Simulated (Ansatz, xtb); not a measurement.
**Relative energy of two isomers of C6H6BN**

We compare a, `BC1=CC(C#N)=CC1`, a singlet, with b, `BC1=C(C#N)C=CC1`, a singlet. Both are isolated molecules in the gas phase, relaxed with PBE0-D3(BJ)/def2-SVP; the shapes shown needn't be the lowest conformers.

a (Å):

```xyz
14

C    -0.6462    0.3630   -1.7816
C    -0.3368    0.2838   -0.4514
C     1.0528    0.6665   -0.2344
C     1.7063    0.6973    1.0331
C     1.6127    0.9862   -1.4359
C     0.5931    0.8214   -2.4993
B    -2.0124    0.0375   -2.3859
N     2.2258    0.7185    2.0694
H    -2.2066    0.1350   -3.5766
H    -2.9118   -0.3215   -1.6615
H    -1.0179   -0.0198    0.3456
H     2.6425    1.3103   -1.5911
H     0.9204    0.0964   -3.2690
H     0.4274    1.7645   -3.0548
```

b (Å):

```xyz
14

C    -0.4743    0.4592   -1.4173
C     0.5648    1.3510   -1.5897
C     0.4763    2.6237   -2.2299
C     1.8012    0.8292   -1.0261
C     1.5403   -0.3906   -0.4992
C     0.1063   -0.7222   -0.6978
B    -1.9236    0.6504   -1.8735
N     0.4402    3.6626   -2.7434
H    -2.7458   -0.2107   -1.6610
H    -2.2437    1.6632   -2.4462
H     2.7572    1.3525   -1.0403
H     2.2628   -1.0400   -0.0026
H    -0.0302   -1.6560   -1.2764
H    -0.4155   -0.9091    0.2605
```

Which of the two would you expect CCSD(T)/def2-SVP + ΔMP2/def2-TZVPP electronic energies to favour?

Too close to call at this level: CCSD(T)/def2-SVP + ΔMP2/def2-TZVPP gives E(b) − E(a) = +0.37 kcal/mol.

How the difference moves with the method:

```
                             level              geometry  E(b) − E(a) (kcal/mol)  departure from the last row (kcal/mol)  job, with rough time for the two
                          GFN2-xTB              GFN2-xTB                     −0.58                                   −0.95              optimisation, 0.15 s
                         HF/STO-3G              GFN2-xTB                     +0.80                                   +0.43              single point, 0.58 s
                r2SCAN-D4/def2-SVP              GFN2-xTB                     −0.07                                   −0.44               single point, 3.9 s
              PBE0-D3(BJ)/def2-SVP  PBE0-D3(BJ)/def2-SVP                     +0.35                                   −0.03                optimisation, 44 s
                       HF/def2-SVP  PBE0-D3(BJ)/def2-SVP                     +1.93                                   +1.55           part of the CCSD(T) run
                      MP2/def2-SVP  PBE0-D3(BJ)/def2-SVP                     −0.19                                   −0.57           part of the CCSD(T) run
                  CCSD(T)/def2-SVP  PBE0-D3(BJ)/def2-SVP                     +0.47                                   +0.09                      single point
CCSD(T)/def2-SVP + ΔMP2/def2-TZVPP  PBE0-D3(BJ)/def2-SVP                     +0.37                                                        single point, 69 s
```

As drawn, both hold the same kinds of bond in the same numbers.

The largest departure from CCSD(T)/def2-SVP + ΔMP2/def2-TZVPP is that of HF/def2-SVP, 1.55 kcal/mol. The last row adds to CCSD(T) the change of the MP2 difference between the two basis sets, here −0.09 kcal/mol.

With thermal terms from frequencies at re-optimised GFN2-xTB minima (ideal gas, soft modes damped towards free rotors, one conformer each, 298.15 K, 1 atm): on the last row, ΔE + ΔZPE = +0.40, ΔH = +0.42, ΔG = +0.38 kcal/mol.

The correlated steps freeze 8 core orbitals. Codes used: Ansatz 0.2.0, xtb 6.7.1; the last row on 2 threads of Intel(R) Xeon(R) 6975P-C (Granite Rapids) on a shared host.

The two cyclopentadienes are practically isoenergetic, and zero-point and thermal terms leave that unchanged. Both keep the ring diene, with boryl on a terminal carbon and cyano on an inner one, so most of the π stabilisation cancels. What remains is the placement of two acceptors. Donation into the empty boron p orbital depletes the carbon β to boron, which carries the nitrile in b but not in a; this probably gives a a small electronic advantage.

Correlation offsets most of it: the difference falls from +1.93 kcal/mol in HF/def2-SVP to +0.47 in CCSD(T) with the same basis, while MP2 overshoots to −0.19. Closer contact between the substituents in b may contribute through dispersion, though total energies can't separate this from changes in π correlation. The near-balance supports no meaningful preference for either isomer. Hydrogen shifts around the ring alone could not interconvert them, since the substituents are on adjacent carbons in b but not in a; boryl or cyano would have to migrate.
